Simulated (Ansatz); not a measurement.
**Breaking a bond in CH5Al (SMILES [CH3][AlH2])**

CH5Al has 7 atoms, charge 0, and is taken as a singlet. SMILES: `[CH3][AlH2]`. The shape is that of a PBE0-D4/def2-TZVP optimisation.

```xyz
7

C    -0.4485   -0.6956   -0.3555
Al    0.5629    0.7783    0.4247
H    -1.0631   -1.2196    0.3808
H    -1.1344   -0.3064   -1.1182
H     0.1934   -1.4255   -0.8556
H     0.0160    1.5493    1.7034
H     1.9348    1.2516   -0.2254
```

The C1–H4 distance is scanned; the parts on either side stay rigid. Basis STO-3G, 6 core orbitals frozen in the correlated methods; program Ansatz 0.2.0. FCI is exact within this basis and core. Energies in eV from each method's value at 1.097 Å; methods without a U are spin-restricted. The shape above is that at 1.097 Å.

```csv
distance (Å),BLYP,r2SCAN0,CAM-B3LYP,B2PLYP,CCSDT,CCSDT(Q),FCI
1.097,0.00,0.00,0.00,0.00,0.00,0.00,0.00
1.371,0.83,1.05,1.00,0.98,0.85,0.85,0.85
1.646,2.36,2.88,2.78,2.72,2.42,2.41,2.41
2.194,5.11,6.20,6.10,5.77,4.70,4.69,4.69
2.743,6.78,8.24,8.26,7.28,5.41,5.40,5.41
```

Departure from the FCI curve at its largest: BLYP +1.37 eV at 2.74 Å; r2SCAN0 +2.83 eV at 2.74 Å; CAM-B3LYP +2.85 eV at 2.74 Å; B2PLYP +1.88 eV at 2.74 Å; CCSDT +0.01 eV at 2.19 Å; CCSDT(Q) within 0.005 eV. Restricted functionals keep the electrons paired too, and rise too high.

Stretching the C–H bond brings its σ and σ* orbitals towards degeneracy, so the ground state changes from one dominant configuration to a mixture of σ² and σ*², which describes two radical centres coupled to a singlet. The FCI curve accordingly bends over, from 4.69 eV at 2.194 Å to 5.41 eV at 2.743 Å, while the density functionals keep climbing. BLYP starts slightly below FCI and crosses it only on further stretching, so its close match at short distances doesn't carry over to bond breaking. The steeper rise of r2SCAN0 and CAM-B3LYP probably reflects their exact exchange, which removes the part of left-right correlation that semilocal exchange mimics. CCSDT and CCSDT(Q) follow FCI closely throughout.

Even the FCI rise exceeds the usual strength of an alkyl C–H bond, probably because the minimal basis, with its contracted hydrogen function suited to molecules, describes the departing atom poorly. As the curve is still rising at the last point, it doesn't establish a dissociation limit.
